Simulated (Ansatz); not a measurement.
## BH2Cl (SMILES [H]B([H])Cl): methods side by side

The species is BH2Cl (4 atoms), meant as a singlet with charge 0. SMILES: `[H]B([H])Cl`. The coordinates come from a GFN2-xTB relaxation.

```tsv
atom	x (Å)	y (Å)	z (Å)
B	0.0693	0.1144	-0.0004
H	1.2401	0.0707	0.0155
H	-0.5121	1.1316	-0.0190
Cl	-0.7973	-1.3167	0.0038
```

Quantity: the energy change with the B1–H3 bond stretched from 1.172 to 1.758 Å, in eV. The values are calculated.

```
                       level                    kind  program  value (eV)  less FCI/STO-3G  CPU time (all runs)
 wB97M-V/STO-3G (restricted)  range-separated hybrid   Ansatz        2.64            +0.30                 21 s
  B2PLYP/STO-3G (restricted)           double hybrid   Ansatz        2.63            +0.29                2.1 s
 RPA@PBE/STO-3G (restricted)                     RPA   Ansatz        2.30            -0.04                2.1 s
 BCCD(T)/STO-3G (restricted)   coupled cluster or CI   Ansatz        2.34             0.00               0.26 s
    CCSD/STO-3G (restricted)   coupled cluster or CI   Ansatz        2.36            +0.02               0.22 s
CCSDT(Q)/STO-3G (restricted)   coupled cluster or CI   Ansatz        2.34             0.00               0.35 s
   CCSDT/STO-3G (restricted)   coupled cluster or CI   Ansatz        2.34             0.00               0.31 s
  CCSDTQ/STO-3G (restricted)   coupled cluster or CI   Ansatz        2.34             0.00                3.1 s
                  FCI/STO-3G      exact in the basis   Ansatz        2.34             0.00               0.61 s
```

FCI/STO-3G is exact within its basis and frozen core, so for wave-function methods in that basis the difference is their error; functionals converge differently with the basis, so for them it is only a difference. The first shape isn't each level's own minimum. The values span 2.30 to 2.64 eV. All rows use very small basis sets, so even the best lies far from the true value. CPU times are rough (shared hosts, several kinds of processor): they show what a rung costs within a factor of a few.

Stretching one B–H bond in BH2Cl costs 2.34 eV at the FCI level, and every coupled-cluster treatment that includes triples reproduces this to the printed precision. The cost reflects the loss of overlap between the boron hybrid and the hydrogen 1s orbital. As the σ–σ* separation narrows, the doubly excited σ*² configuration gains weight, but the agreement suggests that the closed-shell determinant is still a sound reference at this length. CCSD is only +0.02 eV too high, probably because the connected triples it omits stabilise the stretched geometry slightly more than the initial one. Quadruples bring no visible change, so going beyond triples gains nothing for this energy difference.

The two hybrid functionals agree closely with each other yet lie well above FCI, so their mutual agreement is no sign of accuracy. RPA falls slightly below FCI, but one energy difference cannot establish that it describes bond stretching reliably. The stretched bond is not a separated radical pair, so the energy is not a dissociation energy, and the good performance of the restricted coupled-cluster methods cannot be carried over to full cleavage.
